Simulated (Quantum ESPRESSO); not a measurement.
# Net moment and magnetic energy of ferromagnetic Fe2Ge (P6_3/mmc) against cell volume in PBEsol

The usual rule of thumb says that an iron compound becomes more strongly magnetic when its lattice expands, because the d bands narrow. We test it on Fe2Ge by changing the cell volume from 0.94 to 1.10 of the given cell at fixed shape. The answer matters wherever pressure, alloying or a strained film changes the space around iron, and it also governs how magnetism acts back on the volume, as in alloys of low thermal expansion. We follow the net spin moment per Fe atom in the ferromagnetic state, and the energy by which that state lies below a run without spin polarisation at the same volume.

## Calculations

One system, Fe2Ge (P6_3/mmc), 6 atom(s) a primitive cell, from cells of the Materials Project database (relaxed there by DFT). Quantum ESPRESSO 7.5, plane waves with GBRV 1.5 PBEsol pseudopotentials, cutoff 544 eV, Fermi-Dirac smearing of 0.1 eV, k meshes whose coarsest spacing along a reciprocal vector is 0.21 to 0.22 1/Å over all runs (2π included). Functional: PBEsol, no Hubbard U; collinear spins, no spin-orbit coupling. Atoms stay at fixed fractions of the cell and the mesh divisions are held. At each point the moments on Fe are started parallel and opposed (signs ++--); a run without spin polarisation is added at volumes 0.94 to 1.06. Runs that did not converge or carry a known fault are not listed. The same in all rows: metal or insulator in the run from the parallel start, judged by its smearing entropy or density of states at the Fermi energy (a gap under a few smearing widths counts as a metal): metal.

Notes on method and selection:

- Each state is what a run reaches from typed starting moments; only a few collinear orders were started, so the lowest found need not be the ground state. Spin-orbit coupling is left out of these energies, which are free energies at the smearing width. A magnetic atom is one that was given a starting moment.
- Site moments count the spin inside each program's own atomic sphere, so they depend somewhat on its radius and leave out the spin between the spheres.
- A cell is blank where the run behind it was not made, did not finish or is not comparable with the others.
- Quantum ESPRESSO sets the radius of an element's spheres to about 0.41 of its shortest distance to a neighbour, so it changes from cell to cell and the site moment with it.
- A measured moment is set beside the table only where the run ends ferromagnetic and the measured order is ferromagnetic too.
- Runs that did not converge, have known faults or may not be shown are not listed, and runs on Ansatz's PAW sets soft_1 and soft_2 are kept to separate tables.

Columns:

- volume: cell volume over that of the given cell, shape kept.
- moment (μB): largest site spin moment reached from the parallel start.
- magnetic distance (Å): shortest distance between magnetic atoms.
- net moment (μB): net spin moment of that run per magnetic atom.
- magnetic energy gain (meV): energy of the run without spin polarisation less that of the parallel start, per magnetic atom (positive: magnetism is favoured).

## Results

| member | volume | moment (μB) | magnetic distance (Å) | net moment (μB) | magnetic energy gain (meV) |
| --- | --- | --- | --- | --- | --- |
| 0.94 | 0.94 | 2.27 | 2.453 | 1.777 | 234.3 |
| 0.97 | 0.97 | 2.35 | 2.479 | 1.877 | 266.8 |
| 1 | 1.00 | 2.43 | 2.504 | 1.983 | 301.1 |
| 1.03 | 1.03 | 2.50 | 2.529 | 2.086 | 337.3 |
| 1.06 | 1.06 | ? | ? | ? | ? |
| 1.1 | 1.10 | 2.63 | 2.585 | 2.273 | – |

Cells marked ? are withheld until the estimate has been made.

Least-squares fits to the members shown, with x = volume; R² and errors in the fitted variable (y, or ln y where the fit is in ln y):

| y | members | fit | R² | rms residual | leave-one-out rms | the same for the mean of the others |
| --- | --- | --- | --- | --- | --- | --- |
| net moment (μB) | 5 | y = −5.2987 + 11.277 x − 3.9933 x² | 1.00 | 0.0042 | 0.031 | 0.21 |
| magnetic energy gain (meV) | 4 | y = 153.7261 − 880.3889 x + 1027.778 x² | 1.00 | 0.011 | 0.075 | 51 |

## The trend and its physics

The rule holds for every member shown. Between volumes 0.94 and 1.03 the net moment rises by (2.086 − 1.777) / 0.09 = 3.43 μB per unit of relative volume, or 3.43 × 0.01 = 0.034 μB per Fe atom for each percent of expansion. Between 1.03 and 1.10 the slope is smaller, (2.273 − 2.086) / 0.07 = 2.67 μB.

Theory supplies the reason. The width of a d band falls roughly as the inverse fifth power of the Fe–Fe distance. From the smallest to the largest cell this gives (2.453 / 2.585)⁵ = 0.77, a band narrower by about a quarter. Moving electrons from minority to majority states then costs less band energy, while the intra-atomic exchange that rewards the transfer hardly changes. The weaker growth at large volume is what one expects as the majority d states approach complete filling, though no density of states is shown to confirm it.

The two kinds of Fe site do not respond equally. The largest site moment grows by a factor 2.63 / 2.27 = 1.16 over the series, the net moment by 2.273 / 1.777 = 1.28. The difference comes mainly from the Fe site with the smaller moment, which gains more on expansion.

The magnetic energy gain rises from 234.3 to 337.3 meV per Fe atom between 0.94 and 1.03, a factor of 1.44. Most of this follows the square of the moment: 234.3 / 1.777² = 74.2 and 337.3 / 2.086² = 77.5 meV/μB², a change of only 4 %. Because the gain increases with volume, magnetism pushes the lattice outwards, and the ferromagnetic state prefers a larger cell than the state without spin polarisation.

These energies do not rank ferromagnetism against an opposed order. At the two smallest volumes the opposed start fell back to the ferromagnetic state, and from the given volume upwards it ran out of time.

## Prediction

Plain estimates from the members shown:

- 1.06, fit at x = 1.06: 2.168 μB
- 1.06, straight-line interpolation between 1.03 and 1.1: w = (1.06 − 1.03) / (1.10 − 1.03) = 0.429, so 2.086 + 0.429 × (2.273 − 2.086) = 2.166 μB

The volume 1.06 lies between two members in the same ferromagnetic state, so we interpolate locally. The straight line between 1.03 and 1.10 gives 2.166 μB, but the moment grows more slowly at large volume, and a curve that bends downwards lies above its chord. The line should therefore be slightly low.

We take the bend from the parabola through 1.00, 1.03 and 1.10. The slopes of its two intervals are (2.086 − 1.983) / 0.03 = 3.433 and (2.273 − 2.086) / 0.07 = 2.671 μB, so the quadratic coefficient is (2.671 − 3.433) / 0.10 = −7.62 μB. The correction to the line at 1.06 is −7.62 × 0.03 × (−0.04) = +0.009 μB, which gives 2.166 + 0.009 = 2.175 μB.

The least-squares parabola through all five members gives 2.168 μB. We trust it less here, because at the neighbouring volume 1.03 it returns −5.2987 + 11.277 × 1.03 − 3.9933 × 1.03² = 2.080 μB against the calculated 2.086 μB.

As a trial of the local route, we predict the member at 1.03 from the parabola through 0.97, 1.00 and 1.10. Its interval slopes are (1.983 − 1.877) / 0.03 = 3.533 and (2.273 − 1.983) / 0.10 = 2.90 μB, so its quadratic coefficient is (2.90 − 3.533) / 0.13 = −4.87 μB. At 1.03 it gives 1.983 + 2.90 × 0.03 + 4.87 × 0.03 × 0.07 = 2.080 μB, a miss of 0.006 μB. We take that miss as the standard deviation.

**Committed estimate, 1.06: net moment = 2.175 ± 0.006 μB.**

## The answer

| member | volume | moment (μB) | magnetic distance (Å) | net moment (μB) | magnetic energy gain (meV) |
| --- | --- | --- | --- | --- | --- |
| 1.06 | 1.06 | 2.56 | 2.553 | 2.176 | 374.9 |

| member | estimate | net moment (μB) | computed | estimate − computed | miss in error bars |
| --- | --- | --- | --- | --- | --- |
| 1.06 | committed | 2.175 | 2.176 | −0.001 | 0.2 |
| 1.06 | fit | 2.168 | 2.176 | −0.008 |  |
| 1.06 | interpolation | 2.166 | 2.176 | −0.010 |  |

The estimate of 2.175 μB lies 0.001 μB below the computed 2.176 μB, well inside its error bar of 0.006 μB. It did better than the fit, which was low by 0.008 μB, and the straight line, which was low by 0.010 μB.

The argument that held is the local bend: the correction of +0.009 μB to the straight line supplied nearly all of what was missing. The new member also shows where the growth slows. The slope is (2.086 − 1.983) / 0.03 = 3.43 μB per unit of relative volume between 1.00 and 1.03, then (2.176 − 2.086) / 0.03 = 3.00 and (2.273 − 2.176) / 0.04 = 2.43 μB in the next two intervals.

This steady slowing is what nearly filled majority d states would produce. A good interpolation shows only that the moment varies smoothly, however, so that explanation remains a conjecture.

## Where the trend breaks

Least-squares fits to the whole series, with x = volume; R² and errors in the fitted variable (y, or ln y where the fit is in ln y):

| y | members | fit | R² | rms residual | leave-one-out rms | the same for the mean of the others |
| --- | --- | --- | --- | --- | --- | --- |
| net moment (μB) | 6 | y = −5.57119 + 11.7963 x − 4.23836 x² | 1.00 | 0.0046 | 0.016 | 0.20 |
| magnetic energy gain (meV) | 5 | y = 89.1356 − 748.302 x + 960.317 x² | 1.00 | 0.065 | 0.25 | 62 |

Largest departures from the fit to the whole series:

| member | net moment (μB) | fit | computed − fit | in rms residuals |
| --- | --- | --- | --- | --- |
| 0.97 | 1.877 | 1.883 | −0.006 | 1.4 |
| 1.06 | 2.176 | 2.171 | +0.005 | 1.2 |
| 0.94 | 1.777 | 1.772 | +0.005 | 1.0 |
| 1 | 1.983 | 1.987 | −0.004 | 0.8 |

None of the six members stands out: the largest departure from the fit is −0.006 μB, at volume 0.97, or 1.4 rms residuals. The small departures come mainly from the form of the fit, because a parabola bends equally everywhere, whereas the computed moment rises almost linearly up to 1.03 and bends more strongly above it.

## Conclusions and limits

In PBEsol the net moment of ferromagnetic Fe2Ge rises with volume at every step from 0.94 to 1.10, and the magnetic energy gain does so from 0.94 to 1.06. In the two cases tried, at 1.03 and 1.06, a parabola through three other members gave the net moment to within about 0.006 μB.

Volume 1.00 is not the equilibrium volume of these calculations, which we failed to say when we set up the series. The given cell was relaxed in the database; in our PBEsol runs the pressure of the ferromagnetic state passes through zero between 0.94 and 0.97. Only the member at 0.94 is therefore compressed, and the other five are stretched. The net moment at equilibrium lies between 1.777 and 1.877 μB per Fe atom, below the 1.983 μB of the given cell. The series thus describes mainly a stretched lattice, and what it says about applied pressure rests on a single compressed member.

In terms of length, going from volume 0.94 to 0.97, across the equilibrium, stretches every length in the cell by about 1 %; the shortest Fe–Fe distance goes from 2.453 to 2.479 Å. The net moment then grows by 1.877 − 1.777 = 0.100 μB per Fe atom, and the energy gain by 266.8 − 234.3 = 32.5 meV per Fe atom. This applies to equal stretching in all directions, not to a film strained only in its plane.

Temperature is the omitted effect that can exceed the whole spread of 2.273 − 1.777 = 0.496 μB. Thermal disorder of the spins lowers the net moment, and once the ferromagnetic order is lost it removes all of it, which near the equilibrium volume is between 1.777 and 1.877 μB per Fe atom.
